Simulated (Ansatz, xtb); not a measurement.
# Relative energy of two isomers of C3H10GeSi2

We compare a, `C#C[Si@@H]([GeH3])[SiH2]C`, a singlet, with b, `CC#C[SiH2][SiH2][GeH3]`, a singlet. Both are isolated molecules in the gas phase, relaxed with PBE-D3(BJ)/def2-SVP; the shapes shown needn't be the lowest conformers.

a (Å):

```yaml
atoms:
  - { symbol: C, position_ang: [-3.8633, 0.2958, 0.3702] }
  - { symbol: C, position_ang: [-2.7564, 0.6793, 0.7464] }
  - { symbol: C, position_ang: [-0.2691, 1.1889, -2.1487] }
  - { symbol: Ge, position_ang: [0.2231, -0.7486, 1.7011] }
  - { symbol: Si, position_ang: [-1.0602, 1.2181, 1.2152] }
  - { symbol: Si, position_ang: [-0.1453, 2.3351, -0.6463] }
  - { symbol: H, position_ang: [-4.8427, -0.0382, 0.0527] }
  - { symbol: H, position_ang: [-1.1361, 2.0891, 2.4421] }
  - { symbol: H, position_ang: [1.6599, -0.3611, 2.1459] }
  - { symbol: H, position_ang: [0.3341, -1.6247, 0.4237] }
  - { symbol: H, position_ang: [-0.4322, -1.5973, 2.8222] }
  - { symbol: H, position_ang: [1.2914, 2.6850, -0.3483] }
  - { symbol: H, position_ang: [-0.8984, 3.6187, -0.8852] }
  - { symbol: H, position_ang: [0.1114, 1.6866, -3.0631] }
  - { symbol: H, position_ang: [-1.3260, 0.9005, -2.3174] }
  - { symbol: H, position_ang: [0.3183, 0.2633, -1.9840] }
```

b (Å):

```yaml
atoms:
  - { symbol: C, position_ang: [3.0592, 0.7285, 1.0153] }
  - { symbol: C, position_ang: [2.2758, 0.0780, -0.0218] }
  - { symbol: C, position_ang: [1.6152, -0.4754, -0.9027] }
  - { symbol: Ge, position_ang: [-1.9752, -0.8146, 0.7668] }
  - { symbol: Si, position_ang: [0.5093, -1.2603, -2.1311] }
  - { symbol: Si, position_ang: [-1.6795, -0.5732, -1.5972] }
  - { symbol: H, position_ang: [2.4213, 1.0179, 1.8769] }
  - { symbol: H, position_ang: [3.5467, 1.6497, 0.6328] }
  - { symbol: H, position_ang: [3.8581, 0.0588, 1.3973] }
  - { symbol: H, position_ang: [0.9013, -0.8601, -3.5290] }
  - { symbol: H, position_ang: [0.6023, -2.7602, -2.0252] }
  - { symbol: H, position_ang: [-1.8725, 0.8732, -1.9756] }
  - { symbol: H, position_ang: [-2.7053, -1.3950, -2.3371] }
  - { symbol: H, position_ang: [-3.4370, -0.5122, 1.1956] }
  - { symbol: H, position_ang: [-1.0321, 0.1597, 1.5205] }
  - { symbol: H, position_ang: [-1.6303, -2.2632, 1.2057] }
```

Quicker runs give these differences E(b) − E(a): GFN2-xTB −0.565 eV; HF/STO-3G +0.065 eV (at GFN2-xTB geometries); r2SCAN-D4/def2-SVP −0.012 eV (at GFN2-xTB geometries).

Q: Estimate which is lower in electronic energy at CCSD(T)/def2-SVP + ΔMP2/def2-TZVPP, and by roughly how much.

A: Not settled: CCSD(T)/def2-SVP + ΔMP2/def2-TZVPP gives E(b) − E(a) = +0.131 eV, but this leans on the basis-set step: CCSD(T) alone gives +0.016 eV.

The same difference at several levels:

| level | geometry | E(b) − E(a) (eV) | departure from the last row (eV) | job, with rough time for the two |
| --- | --- | --- | --- | --- |
| GFN2-xTB | GFN2-xTB | −0.565 | −0.696 | optimisation, 0.39 s |
| HF/STO-3G | GFN2-xTB | +0.065 | −0.065 | single point, 0.68 s |
| r2SCAN-D4/def2-SVP | GFN2-xTB | −0.012 | −0.143 | single point, 3.3 s |
| PBE-D3(BJ)/def2-SVP | PBE-D3(BJ)/def2-SVP | −0.025 | −0.156 | optimisation, 59 s |
| HF/def2-SVP | PBE-D3(BJ)/def2-SVP | −0.044 | −0.175 | part of the CCSD(T) run |
| MP2/def2-SVP | PBE-D3(BJ)/def2-SVP | +0.035 | −0.095 | part of the CCSD(T) run |
| CCSD(T)/def2-SVP | PBE-D3(BJ)/def2-SVP | +0.016 | −0.115 | single point |
| CCSD(T)/def2-SVP + ΔMP2/def2-TZVPP | PBE-D3(BJ)/def2-SVP | +0.131 |  | single point, 73 s |

As drawn, b has 1 C–C, 1 Si–H in place of 1 C–Si, 1 C–H.

GFN2-xTB, PBE-D3(BJ)/def2-SVP, HF/def2-SVP put the two in the other order. r2SCAN-D4/def2-SVP, CCSD(T)/def2-SVP find them nearly level. The largest departure from CCSD(T)/def2-SVP + ΔMP2/def2-TZVPP is that of GFN2-xTB, 0.696 eV. A small imaginary or near-zero mode remains, so no thermal terms are given. The last row adds to CCSD(T) the change of the MP2 difference between the two basis sets, here +0.115 eV.

The correlated steps freeze 22 core orbitals; the filled d shell of Ge is correlated, in a basis made for valence electrons. Run with Ansatz 0.2.0, xtb 6.7.1; the last row on 4 threads of Intel(R) Xeon(R) Platinum 8488C (Sapphire Rapids) on a shared host.

The two isomers are close in energy, with at most a tentative preference for a. Formally, going from a to b moves the methyl group from silicon to the alkyne terminus and the acetylenic hydrogen to silicon. This gains a strong C(sp)–C(sp³) bond but gives up a very strong C(sp)–H bond for a weaker Si–H bond, and also costs a polar Si–C bond. These large contributions nearly cancel, so a small imbalance in how a method treats the different bond types can reverse the order. That probably explains the strong bias of GFN2-xTB towards b.

In the def2-SVP basis, correlation moves the balance modestly towards a, from −0.044 eV with HF to +0.016 eV with CCSD(T). The basis-set step of +0.115 eV is larger, which suggests that polarisation and correlation in the exchanged bonds are incompletely described by the small basis. The agreement in sign between HF/STO-3G and the composite result is therefore probably fortuitous. Whether the preference for a persists beyond the triple-zeta basis isn't shown.
